## Why boron phosphide loses energy at 23 eV and absorbs at 7 eV

In this calculation boron phosphide absorbs most strongly at about 7 eV, yet a fast electron passing through it loses energy mainly in portions of about 23 eV. Both numbers belong to the same valence electrons. In absorption they are held back only by their binding. In energy loss they are also held back by the electric field of the charge that they themselves pile up, and this second spring is much the stiffer one.

Yambo 5.3.0, independent-particle linear response on Quantum ESPRESSO LDA states of boron phosphide (BP), with PseudoDojo 0.4.1 SR LDA stringent potentials. The momentum transfer is (0, 0, 1/6) in units of the reciprocal lattice vectors; 12×12×12 k-mesh, 29 bands, wave cutoff 1034 eV, damping 0.5 eV.

```tsv
row	loss function	loss energy (eV)
1	0.009	0.00
2	0.009	1.41
3	0.013	2.61
4	0.024	4.02
5	0.038	5.43
6	0.054	6.83
7	0.082	8.04
8	0.128	9.45
9	0.164	10.85
10	0.244	12.26
11	0.314	13.47
12	0.399	14.87
13	0.566	16.28
14	0.821	17.69
15	1.243	18.89
16	2.113	20.30
17	3.611	21.71
18	3.986	23.12
19	2.192	24.32
20	1.240	25.73
21	0.791	27.14
22	0.548	28.54
23	0.419	29.75
24	0.324	31.16
25	0.255	32.56
26	0.238	33.97
27	0.205	35.18
28	0.163	36.58
29	0.144	37.99
30	0.126	39.40
```

The loss function measures how readily the crystal takes up the energy given in the column of loss energy. It stays small up to about 10 eV, climbs to a single strong peak and falls off again. The true maximum lies at 22.71 eV, between rows 17 and 18, so row 18 is merely the highest listed point. The spectrum holds for one momentum transfer, 0.40 Å⁻¹, and for independent electrons in LDA states.

### Two springs

Suppose a disturbance pushes the valence electrons to and fro along its own direction of travel. Where they crowd together the crystal becomes negative, and where they thin out it becomes positive. The field between these regions pulls the electrons back.

Absorption is defined as the response to the total field, which already includes this internal field. What remains to oppose the motion is the binding in the solid. A fast electron supplies only the external field, so the internal field now acts as an additional restoring force. The same electrons therefore respond at a higher energy.

In formulas, the response to the total field is the dielectric function $\varepsilon$, whose imaginary part describes absorption. The loss function is

$$L=\mathrm{Im}\left(-\frac{1}{\varepsilon}\right)=\frac{\mathrm{Im}\,\varepsilon}{|\varepsilon|^2}.$$

The numerator is the absorption and the denominator is the screening. Here $\varepsilon$ was computed for independent electrons, and the field that they build up together enters through this denominator. That is how such a calculation can show a collective motion. The course of the table follows from how these two change with energy.

### From a screened field to a strengthened one

At low energy the crystal screens well: its static $\varepsilon$ at this momentum is 7.2. Absorption is weak and is also divided by a large number, so the loss is tiny.

At 7.04 eV absorption is at its strongest, with $\mathrm{Im}\,\varepsilon=15.9$. Since $|\varepsilon|$ is never smaller than its imaginary part, $L$ can't exceed $1/\mathrm{Im}\,\varepsilon$, which is 0.063 here. Interpolation between rows 6 and 7 gives 0.059, close to that ceiling. The strongest absorption leaves hardly a trace in the loss because it screens itself.

At row 18 the situation is reversed. The loss function is also bounded by $1/|\varepsilon|$, so a value of 3.986 requires $|\varepsilon|$ to be no larger than 0.25. The absorptive part is then at least sixty times smaller than at 7 eV. With $\varepsilon$ this close to zero the field isn't screened but strengthened: the total field is about four times the external one or more. The great loss comes from this strengthening, not from a strong transition between two levels. This is the mark of a plasmon, a collective oscillation of the valence electrons.

Above the peak the electrons follow the field less and less, and $\varepsilon$ is expected to climb from near zero towards 1. The denominator then grows while the absorption fades, so the loss declines after row 18. Only well beyond the table should loss and absorption become nearly the same quantity.

### Where the peak must lie

Two simple pictures give an estimate of the peak energy. If binding is negligible, only the internal field restores the electrons, and they oscillate at the free-electron plasmon energy $E_p$, which depends on their density alone. If binding matters, it adds its own spring. Let $E_g$ be the energy at which the bound electrons would respond without the internal field. It is an average over all valence electrons and not the band gap, which is only 1.2 eV in this calculation. Spring constants add, and so do squared energies:

$$E_0^2=E_p^2+E_g^2.$$

A static field shows how stiff the binding is, because soft binding means strong polarisation: $\varepsilon_0=1+E_p^2/E_g^2$, with $\varepsilon_0$ the static dielectric value. Eliminating $E_g$ gives

$$E_0=\frac{E_p}{\sqrt{1-1/\varepsilon_0}}.$$

For boron phosphide, 8 valence electrons share a cell of $2\times11.68=23.36$ Å³. With the Bohr radius $a_0=0.529$ Å, their density $n$ gives $na_0^3=8\times0.148/23.36=0.0507$. The plasmon energy is $E_p=27.2\ \mathrm{eV}\times\sqrt{4\pi\times0.0507}=21.7$ eV. With $\varepsilon_0=7.22$ the square root in the last formula is 0.928, and $E_0=21.7/0.928=23.4$ eV.

This estimate has no adjusted constant and lies 0.7 eV, or 3 %, above the computed peak. The same model places the absorption at $E_g=21.7/\sqrt{6.22}=8.7$ eV, against the computed 7.0 eV. One oscillator thus reproduces the wide separation of the two peaks, though it is cruder for absorption.

A gas of free electrons without any binding does about as well for the loss peak. At this momentum its plasmon lies at 22.3 eV, 0.4 eV below the computed value. The peak position alone therefore doesn't reveal how strongly the electrons are bound. That information sits in the static dielectric value and in the absorption.

The overshoot depends on strength that the table doesn't hold. The model's $E_0$ is an average over the whole loss spectrum, whose total strength a sum rule fixes by the number of electrons. The table holds only about 84 % of that strength. With this share alone the same formula would give about 21.5 eV, which is below the maximum. The rest may lie above 39.4 eV or be lost because the calculation includes a finite number of empty bands; the table can't tell which.

For a similar semiconductor the recipe is the same. The plasmon energy grows with the square root of the valence-electron density, so a cell 10 % larger in volume lowers it by about 5 %. Binding enters only as a correction as long as $\varepsilon_0$ is well above 1. For practical work this means that the main loss peak reports chiefly on electron density and is a poor guide to the band gap.

### Why the peak is broad

The peak is about 4.5 eV wide at half the height of row 18. The damping put into the calculation would by itself give a width of about 1 eV. Theory offers a reason for the remainder: the collective oscillation shares its energy range with excitations of single electrons into empty bands, and it decays into them.

A damped oscillator placed at the computed peak energy, with strength and width adjusted to all 30 rows, tests this shape; its results are in the output after this text. It describes the main peak roughly but is too high just beyond it, by 0.4 at row 19. It is too low from row 7 to row 18 and from row 22 on: the table exceeds it by a quarter at row 12 and by four fifths at row 30. In rows 2 to 6, where the loss is very small, it is again too high. Real valence electrons have a whole range of binding energies, and one oscillator can't represent that range.

### The irregular rows

Row 1 shows a loss of 0.009 at zero energy, where a crystal with a gap has nothing to excite. This value is an artefact of the damping, which gives every transition a long tail, here reaching down to zero energy. Row 2 is expected to owe its equally small loss mainly to the same tails.

The climb to the peak is uneven. The loss grows by about 40 % per eV into row 7, by only 19 % into rows 9 and 12, and by about 40 % again into row 15. On the far side there is a weak shoulder near 34 eV: the decline slows from 16 % per eV into row 25 to 5 % into row 26, then steepens again.

A single oscillator gives neither feature. Groups of transitions between particular bands could produce both, but so could the limited number of sampling points, and no calculation on a finer mesh is at hand to decide. The cause of these details remains open.

### How far the energies can be trusted

LDA usually places empty states too low, which affects the two peaks unequally. In the two-spring model, raising $E_g$ by 1 eV raises $E_0$ by only about $8.7/23.4\approx0.4$ eV, because the internal field dominates. The absorption energy is thus the more exposed of the two. The calculation also leaves out the attraction between an excited electron and its hole, and the uneven internal fields within a cell. The latter can shift and reshape a plasmon at finite momentum, so agreement within an electronvolt between model and calculation shouldn't be read as a measure of accuracy against experiment.

Printed output of the fit:

```
Momentum q (1/Angstrom): 0.3997
Free-electron plasmon energy at zero momentum (eV): 21.73
Gapless electron gas plasmon at this q (eV): 22.32
One bound oscillator, from sum rule and static epsilon (eV): 23.41
Computed peak less gapless gas at this q (eV): 0.3914
Computed peak less one bound oscillator (eV): -0.6997
Loss at the absorption peak, interpolated: 0.05875
Ceiling 1/Im epsilon for the loss there: 0.06297
Upper bound on |epsilon| and Im epsilon at row 18: 0.2509
Im epsilon at absorption peak over its bound at row 18, at least: 63.3
Largest listed loss over loss at absorption peak: 67.85
Im epsilon at zero energy implied by row 1 (damping artefact): 0.4686
Full width at half of the largest listed loss (eV), upper estimate: 4.509
Share of the 8-electron sum rule inside the table (percent): 84.2
Share of that recorded strength between rows 15 and 20 (percent): 64.03
Share of that recorded strength below row 12 (percent): 3.142
fit of loss_function on 30 rows: coefficient of s*w/((w**2-peak**2)**2+s**2*w**2) 423.4 +/- 6.8, s 4.6; rms 0.103, worst 19 0.407, leave-one-out rms 0.132
Fitted strength over free-electron value (percent): 89.66
Table over fitted oscillator at row 12: 1.262
Table over fitted oscillator at row 30: 1.818
Growth of loss per eV into rows 7 to 15 (percent): 41.23, 37.14, 19.37, 32.55, 23.18, 18.66, 28.14, 30.18, 41.29
Change of loss per eV into rows 25 to 30 (percent): -15.72, -4.775, -11.61, -15.11, -8.415, -9.036
```
